**Q.** You have given me eight energies without their levels of theory and a list of eight candidates. What am I looking at?

Isomer energy of F3H3InP (charge 0 e, spin multiplicity 1), computed with Ansatz 0.2.0 and tblite 0.8.0 at the levels listed: electronic energy of H3In←PF3 minus that of F3In←PH3, from single points on r2SCAN-D4/def2-SVP geometries. The xTB rows use an electronic temperature of 300 K and no spin polarisation term. Candidates: HF/def2-SVP, PBE0-D4/def2-SVP, LC-wPBE/def2-TZVP, GFN1-xTB, r2SCAN-D4/def2-TZVP, PBE0-D4/def2-TZVP, GFN2-xTB, PBE-D4/def2-TZVP.

```tsv
row	result isomer energy (kJ/mol)
A	14.00
B	46.80
C	46.90
D	76.60
E	62.40
F	130.30
G	-265.00
H	50.30
```

**A.** The result isomer energy, which I'll call $\Delta E$, is the electronic energy of the second structure minus that of the first, so a positive value means the first lies lower. The first structure is F$_3$In←PH$_3$, with an In–P distance of 2.73 Å, and the second is H$_3$In←PF$_3$, at 2.83 Å. Both were relaxed once, with r2SCAN-D4 in the smaller basis, and every row is a single point on those geometries. You may use the six other levels of the series, whose values I'll quote as we need them.

**Q.** Why should one quantity spread over almost 400 kJ/mol?

**A.** Compare it with a simpler system, the exchange reaction of the free molecules, InF$_3$ + PH$_3$ → InH$_3$ + PF$_3$. There three In–F and three P–H bonds become three In–H and three P–F bonds, each worth some hundreds of kJ/mol, to give only a rough recalled size. The result is a small difference of large sums, and an error per F/H swap enters three times. The analogy ends at the In–P bond, which the free molecules lack and which differs between our adducts: the ligand angles at indium add up to 354° in the first and 359° in the second, nearly flat.

**Q.** Then I start at the top. Which level gives F?

**A.** Look at what the basis does to a known method. MP2 gives 141.3 kJ/mol in def2-SVP and 66.8 in def2-TZVP, and Hartree–Fock in def2-TZVP lies close to it, at 70.6. MP2 is the Hartree–Fock energy plus a correlation term, so unless that term swings wildly, Hartree–Fock in the small basis must also lie far up. Carrying the MP2 shift over gives about 145, and only F is anywhere near. I call F = HF/def2-SVP sure.

**Q.** PBE0 in the small basis should then fall between PBE and Hartree–Fock. Can that be made quantitative?

**A.** Yes, by writing out what PBE0 is. Take one set of orbitals, and let $E_0$ be the kinetic and electrostatic part of $\Delta E$, $X_{\rm PBE}$ and $X_{\rm HF}$ the two exchange parts, $C$ the PBE correlation, and $D$, $D'$ the dispersion corrections of PBE and PBE0. Then

$$\Delta E_{\rm PBE}=E_0+X_{\rm PBE}+C+D,\qquad \Delta E_{\rm HF}=E_0+X_{\rm HF},$$

$$\Delta E_{\rm PBE0}=E_0+\tfrac34X_{\rm PBE}+\tfrac14X_{\rm HF}+C+D'.$$

Eliminating $E_0$ and the exchange parts gives

$$\Delta E_{\rm PBE0}=\tfrac34\Delta E_{\rm PBE}+\tfrac14\Delta E_{\rm HF}+R,\qquad R=\tfrac14C+D'-\tfrac34D .$$

The three methods really use different orbitals, and $R$ has to absorb that as well. PBE in def2-SVP gives 67.7, so with F the mix without $R$ is about 83 kJ/mol. Row D lies about 7 below that and row E about 21 below. D is also the only value left above PBE, so D = PBE0-D4/def2-SVP is nearly sure, provided $R$ is modest.

**Q.** At the bottom, G and A look like the two xTB methods.

**A.** G is surely one of them: it lies more than 300 kJ/mol below the mean of the known def2-TZVP rows, 66.6, and has the opposite sign. These tight-binding methods were fitted chiefly to geometries, vibrations and weak interactions, so a reaction that remakes six bonds is outside their main purpose. A is 52.6 below that mean, well beyond the other four open rows, which makes it probable. Nothing in the values says which GFN is which; giving the wilder number to the older GFN1 is a bet.

**Q.** That leaves B, C, E and H for four functionals in def2-TZVP. How do I use the formula when $R$ is unknown?

**A.** Subtract it in the two bases. The dispersion terms depend on the geometry alone and drop out exactly. If $C$ and the orbital effect change little with the basis, which is an assumption, $R$ drops out too, and the basis shift $\delta=\Delta E({\rm TZVP})-\Delta E({\rm SVP})$ obeys $\delta_{\rm PBE0}=\tfrac34\delta_{\rm PBE}+\tfrac14\delta_{\rm HF}$. Nothing is fitted here. Try B as PBE and predict PBE0 in the larger basis:

$$76.6+\tfrac34(46.8-67.7)+\tfrac14(70.6-130.3)=76.6-15.7-14.9=46.0\ \text{kJ/mol}.$$

Row C lies 0.9 kJ/mol above this prediction, so the pair B, C works. Trying E as PBE leaves the nearest value 7.4 kJ/mol away, and trying A leaves it 25.4 away, so neither is likely to be PBE if the assumption holds to within 5 kJ/mol. That fits our placing of A.

**Q.** So B is PBE and C is PBE0?

**A.** The rule can't tell. The swap, C as PBE and B as PBE0, misses by 0.7 kJ/mol, slightly less than your choice. H as PBE misses by only 1.7, and we had no right beforehand to demand better than a few kJ/mol of an approximate rule. What the rule supports, at a tolerance of 5 kJ/mol, is that PBE and PBE0 are two of B, C and H. The pair B and C fits best, but by a margin too small to settle it, and their order stays open.

**Q.** And E? LC-ωPBE becomes pure exact exchange at long range and carries no D4 term, so I'd put it nearest Hartree–Fock.

**A.** That is plausible, and H as r2SCAN is then the best guess, though no more than that. Treat it with caution, because a quarter of exact exchange has just failed to lift PBE0 far from PBE. Of the 40320 possible assignments, the rules for F, D and the xTB pair leave 48. The basis-shift rule and your argument for E leave 12 at a tolerance of 5 kJ/mol. I know the labels and steered you to these rules, so what follows is no blind test of them.

**Q.** My answer: F and D as settled, G = GFN1 and A = GFN2 as a bet, E = LC-ωPBE, H = r2SCAN, and B, C = PBE, PBE0 in either order.

**A.** Here are the labels.

The rows with their labels:

```tsv
result level	result isomer energy (kJ/mol)
GFN1-xTB	-265.00
GFN2-xTB	14.00
HF/STO-3G	89.90
HF/def2-SVP	130.30
HF/def2-TZVP	70.60
PBE-D4/def2-SVP	67.70
PBE-D4/def2-TZVP	46.80
r2SCAN-D4/def2-TZVP	50.30
PBE0-D4/def2-SVP	76.60
PBE0-D4/def2-TZVP	46.90
LC-wPBE/def2-TZVP	62.40
B2PLYP/def2-TZVP	62.40
MP2/def2-SVP	141.30
MP2/def2-TZVP	66.80
```

All of it holds, with B = PBE and C = PBE0. The order that fitted slightly worse is the true one, which shows that the rule has no resolution at 0.1 kJ/mol, a gap of the size of the rounding that needs no cause. The bet on GFN1 came off, but it remains a bet. The printed analysis after this exchange lists the trial pairs and residuals.

**Q.** How good is the mixing rule, now that we can check it?

**A.** It predicts a PBE0 shift of $-30.6$ kJ/mol against $-29.7$ found, a miss larger than rounding allows but small beside the shifts. The quarter of exact exchange is built into PBE0, so the agreement doesn't test that; it tests only that $R$ is steady, on one comparison. $R$ comes out as $-6.75$ in the small basis and $-5.85$ in the large one. Without it the mix of absolute values fails in both bases, and in def2-TZVP $R$ cancels almost all of the lift that a quarter of the gap between Hartree–Fock and PBE would give. That is no accident. The gap also holds the correlation and dispersion that Hartree–Fock lacks, and PBE0 keeps all of its correlation, so $R$ has to take that part of the lift back. Since PBE0 and PBE nearly coincide here, their exchange parts must favour the two adducts almost equally, as long as the changes in orbitals and dispersion matter little.

**Q.** What does the basis shift do to comparisons between methods?

**A.** It spoils them in the small basis. All four methods run in both bases come down, from 20.9 kJ/mol for PBE to 74.5 for MP2, so no common correction serves. All but the PBE shift exceed the whole spread of the def2-TZVP rows, 23.8 kJ/mol. MP2 minus Hartree–Fock even changes sign between the bases, so a method effect read from def2-SVP alone can have the opposite sign to the one in def2-TZVP. Nor does the error simply grow as the basis shrinks: HF/STO-3G, at 89.9, lies nearer to HF/def2-TZVP than HF/def2-SVP does, which is no evidence that a minimal basis is accurate.

**Q.** Why does the larger basis favour the PF$_3$ adduct?

**A.** The numbers show the direction and not the cause. It is standard that polar P–F bonds need good d polarisation functions on phosphorus, which fits the sign of the step from def2-SVP to def2-TZVP. It doesn't explain all three Hartree–Fock rows, though: STO-3G has no d functions on phosphorus at all, and yet its value lies below that of def2-SVP. Basis superposition would push the same way in def2-SVP if it is larger in the first adduct, with its shorter In–P contact. Both are untested guesses here, and the free exchange reaction would help to separate them, since it has no In–P contact.

**Q.** Is GFN1 simply in a wrong electronic state?

**A.** The same runs give no sign of it: the orbital gaps are 3.84 and 4.34 eV, far too wide for fractional occupation. It is the only row that reverses the order, and its distance from the def2-TZVP rows amounts to 104 to 112 kJ/mol per F/H swap. My guess is that the fault sits in those bonds and not in the In–P link. The geometry isn't relaxed for xTB, and the leftover forces suggest, very roughly, relaxation energies from a few kJ/mol to nearly a hundred. That would not bring GFN1 back into line, but it could exceed the GFN2 value, whose sign is therefore not secure.

**Q.** Which row is right?

**A.** None is a reference, so the xTB errors I quoted are only distances from the def2-TZVP rows, 46.8 to 70.6 kJ/mol. With shifts this large, convergence at def2-TZVP isn't established, and MP2 and B2PLYP correlate outer-core shells without core-valence functions. Among the density functionals, D4 is added only to PBE, r2SCAN and PBE0, so the height of LC-ωPBE above PBE mixes two changes. Spin–orbit coupling and zero-point motion are absent throughout, and the search was short, so a lower isomer may exist. What thirteen of the fourteen rows share is that F$_3$In←PH$_3$ is the lower of these two.

**Q.** Would the same game work for any pair of isomers?

**A.** I'd expect it to work where bonds change partners, as they do here, though one pair can't prove that. Take instead the staggered and eclipsed conformers of one adduct, which keep every bond: the errors per bond cancel, and the levels should crowd together, much as B, C and H do. To guess how widely a ladder will spread, count the bonds that change type between the two structures, and expect small bases and fitted methods to suffer most where that count is high.

Output of the analysis:

```
All energies in kJ/mol; table rounding 0.05 per entry
unlabelled values: -265.0 14.0 46.8 46.9 50.3 62.4 76.6 130.3
mean of labelled TZVP rows 66.6; distances from it: -331.6 -52.6 -19.8 -19.7 -16.3 -4.2 10.0 63.7
assignments: all 40320; rule 1 (PBE/SVP < PBE0/SVP < HF/SVP) 720; rule 2 (xTB farthest) 48
rule 3 within 1: 8 left; rule 4 (LC-wPBE highest): 4; true one kept: True; r2SCAN may be [50.3]
rule 3 within 2: 16 left; rule 4 (LC-wPBE highest): 8; true one kept: True; r2SCAN may be [46.8, 46.9, 50.3]
rule 3 within 5: 24 left; rule 4 (LC-wPBE highest): 12; true one kept: True; r2SCAN may be [46.8, 46.9, 50.3]
if PBE/TZVP = 14.0: predicted PBE0/TZVP 21.4, nearest other value 46.8, miss +25.4
if PBE/TZVP = 46.8: predicted PBE0/TZVP 46.0, nearest other value 46.9, miss +0.9
if PBE/TZVP = 46.9: predicted PBE0/TZVP 46.1, nearest other value 46.8, miss +0.7
if PBE/TZVP = 50.3: predicted PBE0/TZVP 48.6, nearest other value 46.9, miss -1.7
if PBE/TZVP = 62.4: predicted PBE0/TZVP 57.7, nearest other value 50.3, miss -7.4
SVP to TZVP shift: HF -59.7, MP2 -74.5, PBE-D4 -20.9, PBE0-D4 -29.7
PBE0 shift predicted -30.6, found -29.7, miss +0.9 (rounding limit 0.2); implied fraction 0.23 vs 0.25
one common shift -46.2: misses HF -13.5, MP2 -28.3, PBE-D4 +25.3, PBE0-D4 +16.5
HF/SVP guessed from the MP2 shift 145.1, found 130.3, miss -14.8
def2-SVP: mix of absolute values 83.35, PBE0 76.6, miss -6.75; PBE0-PBE +8.9; HF-PBE +62.6; MP2-HF +11.0
def2-TZVP: mix of absolute values 52.75, PBE0 46.9, miss -5.85; PBE0-PBE +0.1; HF-PBE +23.8; MP2-HF -3.8
TZVP band 46.8 to 70.6, width 23.8; SVP band 67.7 to 141.3, width 73.6
TZVP: r2SCAN-PBE +3.5, LC-wPBE-PBE +15.6, HF-LC-wPBE +8.2; HF STO-3G minus TZVP +19.3
GFN1-xTB below TZVP band by 311.8 to 335.6; per F/H swap 104 to 112
GFN2-xTB below TZVP band by 32.8 to 56.6; per F/H swap 11 to 19
F3In-PH3: In-P 2.73 A, In-ligand 1.96 A, P-ligand 1.42 A, angle sum at In 354 deg
H3In-PF3: In-P 2.83 A, In-ligand 1.73 A, P-ligand 1.59 A, angle sum at In 359 deg
from raw energies: GFN1-xTB -265.0, GFN2-xTB 14.0, HF/STO-3G 89.9
relaxation size = sum F^2/2k, rough recalled k = 20 (stiff) and 2 (soft) eV/A^2, order of magnitude only
GFN1 first: gap 3.84 eV, q(In) +0.71 e, q(phosphine) +0.31 e, max force 0.88 eV/A, relaxation 9 to 93
GFN1 second: gap 4.34 eV, q(In) +0.27 e, q(phosphine) +0.05 e, max force 0.41 eV/A, relaxation 2 to 16
GFN2 first: gap 3.64 eV, q(In) +0.39 e, q(phosphine) +0.49 e, max force 0.59 eV/A, relaxation 3 to 33
GFN2 second: gap 4.80 eV, q(In) +0.08 e, q(phosphine) +0.18 e, max force 1.27 eV/A, relaxation 7 to 67
```
